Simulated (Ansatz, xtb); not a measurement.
# Two isomers of C5H7BF2

Structure I: `FB(F)C1=CCCC1`, a singlet. Structure II: `C/C=C/C=C/B(F)F`, a singlet. Both are isolated molecules in the gas phase, relaxed with B3LYP/def2-SVP; the shapes shown needn't be the lowest conformers.

I (Å):

```yaml
atoms:
  - { symbol: C, position_ang: [-1.1722, -0.8027, 1.2075] }
  - { symbol: C, position_ang: [-1.4397, -0.3990, 2.4681] }
  - { symbol: C, position_ang: [-1.1307, 1.0580, 2.6934] }
  - { symbol: C, position_ang: [-0.9490, 1.6026, 1.2559] }
  - { symbol: C, position_ang: [-0.6251, 0.3599, 0.3903] }
  - { symbol: B, position_ang: [-1.3537, -2.2520, 0.7112] }
  - { symbol: F, position_ang: [-1.8466, -3.2071, 1.4923] }
  - { symbol: F, position_ang: [-1.0283, -2.6125, -0.5250] }
  - { symbol: H, position_ang: [-1.8072, -1.0582, 3.2602] }
  - { symbol: H, position_ang: [-0.2056, 1.1511, 3.2960] }
  - { symbol: H, position_ang: [-1.9157, 1.5813, 3.2652] }
  - { symbol: H, position_ang: [-0.1823, 2.3887, 1.1869] }
  - { symbol: H, position_ang: [-1.8986, 2.0468, 0.9154] }
  - { symbol: H, position_ang: [-1.0604, 0.4178, -0.6204] }
  - { symbol: H, position_ang: [0.4645, 0.2354, 0.2440] }
```

II (Å):

```xyz
15

C     0.5873   -0.7259   -0.4035
C     0.5686    0.5901    0.3047
C     1.6110    1.4394    0.4125
C     1.5419    2.7088    1.1110
C     2.5629    3.5925    1.2412
B     2.4068    4.9219    2.0000
F     1.2581    5.2742    2.5727
F     3.4099    5.7846    2.1215
H    -0.1656   -0.7504   -1.2114
H     0.3241   -1.5488    0.2848
H     1.5723   -0.9446   -0.8427
H    -0.3820    0.8787    0.7730
H     2.5720    1.1745   -0.0463
H     0.5735    2.9563    1.5651
H     3.5292    3.3432    0.7862
```

Problem. Estimate which is lower in electronic energy at CCSD(T)/def2-SVP + ΔMP2/def2-TZVPP, and by roughly how much.

Solution. The CCSD(T)/def2-SVP + ΔMP2/def2-TZVPP calculation puts structure I lower, by 11.4 kcal/mol.

The same difference at several levels:

| level | geometry | E(II) − E(I) (kcal/mol) | departure from the last row (kcal/mol) | job, with rough time for the two |
| --- | --- | --- | --- | --- |
| GFN2-xTB | GFN2-xTB | +23.2 | +11.8 | optimisation, 0.13 s |
| HF/STO-3G | GFN2-xTB | +43.6 | +32.2 | single point, 0.32 s |
| r2SCAN-D4/def2-SVP | GFN2-xTB | +12.9 | +1.4 | single point, 2.1 s |
| B3LYP/def2-SVP | B3LYP/def2-SVP | +7.6 | −3.8 | optimisation, 61 s |
| HF/def2-SVP | B3LYP/def2-SVP | +9.0 | −2.4 | part of the CCSD(T) run |
| MP2/def2-SVP | B3LYP/def2-SVP | +14.4 | +2.9 | part of the CCSD(T) run |
| CCSD(T)/def2-SVP | B3LYP/def2-SVP | +12.2 | +0.8 | single point |
| CCSD(T)/def2-SVP + ΔMP2/def2-TZVPP | B3LYP/def2-SVP | +11.4 |  | single point, 57 s |

As drawn, II has 1 C=C in place of 2 C–C. Structure I has a 5-membered ring, II no ring.

The levels shown agree on the order. The largest departure from CCSD(T)/def2-SVP + ΔMP2/def2-TZVPP is that of HF/STO-3G, 32.2 kcal/mol. The last row adds to CCSD(T) the change of the MP2 difference between the two basis sets, here −0.8 kcal/mol.

With thermal terms from frequencies at re-optimised GFN2-xTB minima (ideal gas, soft modes damped towards free rotors, one conformer each, 298.15 K, 1 atm): the zero-point term adds −2.3 kcal/mol; ΔH is +10.0 and ΔG +8.0 kcal/mol.

The correlated steps freeze 8 core orbitals. Programs: Ansatz 0.2.0, xtb 6.7.1; the last row on 4 threads of Intel(R) Xeon(R) Platinum 8488C (Sapphire Rapids) on a shared host.

The cyclic alkenylborane is favoured over the open dienylborane because closing the ring exchanges a C=C π bond for a C–C σ bond, which is the stronger of the two. A five-membered ring with one double bond carries only modest strain, so little of that gain is lost. The chain has the longer conjugated path, but this recovers only part of the difference: both isomers already have a vinyl group beside boron, whose formally empty p orbital is partly filled by fluorine lone pairs.

Hartree–Fock in the larger basis already gives most of the preference, so the exaggerated value in STO-3G probably reflects the minimal basis, too rigid to describe π and σ bonds evenly, more than missing correlation. Zero-point energy and entropy both favour the looser chain, yet the free energy of +8.0 kcal/mol still leaves the ring preferred for the conformers computed. This preference says nothing about how readily the chain would cyclise, which would require hydrogen migration as well as C–C bond formation.
